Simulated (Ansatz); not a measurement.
**Redistribution: 2 In(CH3)2(NH2) → In(CH3)(NH2)2 + In(CH3)3**

Gas-phase species: In(CH3)2(NH2), singlet; In(CH3)(NH2)2, singlet; In(CH3)3 (trimethylindium (TMIn)), singlet. The partners trade CH3 for NH2; both sit on In, so the bond types are kept.

Shapes, held fixed at every level: PBE0-D4/def2-TZVP. Programs: Ansatz 0.2.0. Electronic energies: no zero-point or thermal term.

```tsv
level	kind	ΔE (kJ/mol)	less CCSD(T)/def2-TZVPP
HF/def2-TZVPP	Hartree–Fock	+14.4	-1.9
r2SCAN-D4/def2-TZVPP	meta-GGA	+17.4	+1.1
r2SCAN0-D4/def2-TZVPP	global hybrid	+16.7	+0.4
wB97M-V/def2-TZVPP	range-separated hybrid	+16.8	+0.5
MP2/def2-SVP	perturbation theory	+19.3	+3.0
MP2/def2-TZVPP	perturbation theory	+16.7	+0.4
CCSD(T)/def2-SVP	coupled cluster or CI	+20.4	+4.1
CCSD(T)/def2-TZVPP	coupled cluster or CI	+16.3	0.0
```

The highest level, CCSD(T)/def2-TZVPP, gives ΔE = +16.3 kJ/mol; the levels span +14.4 to +20.4. The column of differences is taken from that level and isn't an error. No measured value is set beside it here. For atoms past krypton def2 sets carry core potentials with scalar relativity. Outer-core shells of In are correlated, in sets that cover them unevenly.

Every level makes the redistribution endothermic, at +16.3 kJ/mol with CCSD(T)/def2-TZVPP, so two molecules with one amide each lie lower in energy than the pair in which one indium carries both amides and the other none. Because the bond types are kept, the energy reflects how the substituents on one centre influence each other. The likely cause is competition: each amide nitrogen can donate its lone pair into the formally empty 5p orbital of three-coordinate indium, and a second amide must share that acceptor. Repulsion between two negatively charged nitrogens may add to the cost.

Hartree–Fock already recovers most of the energy, which suggests that the preference is not mainly a correlation effect. For both MP2 and CCSD(T), the smaller basis exaggerates the penalty relative to the larger one, but the sign is unaffected.

The result applies to isolated monomers and can't be carried over to condensed phases, where amides readily bridge indium centres and fill the same acceptor orbital.
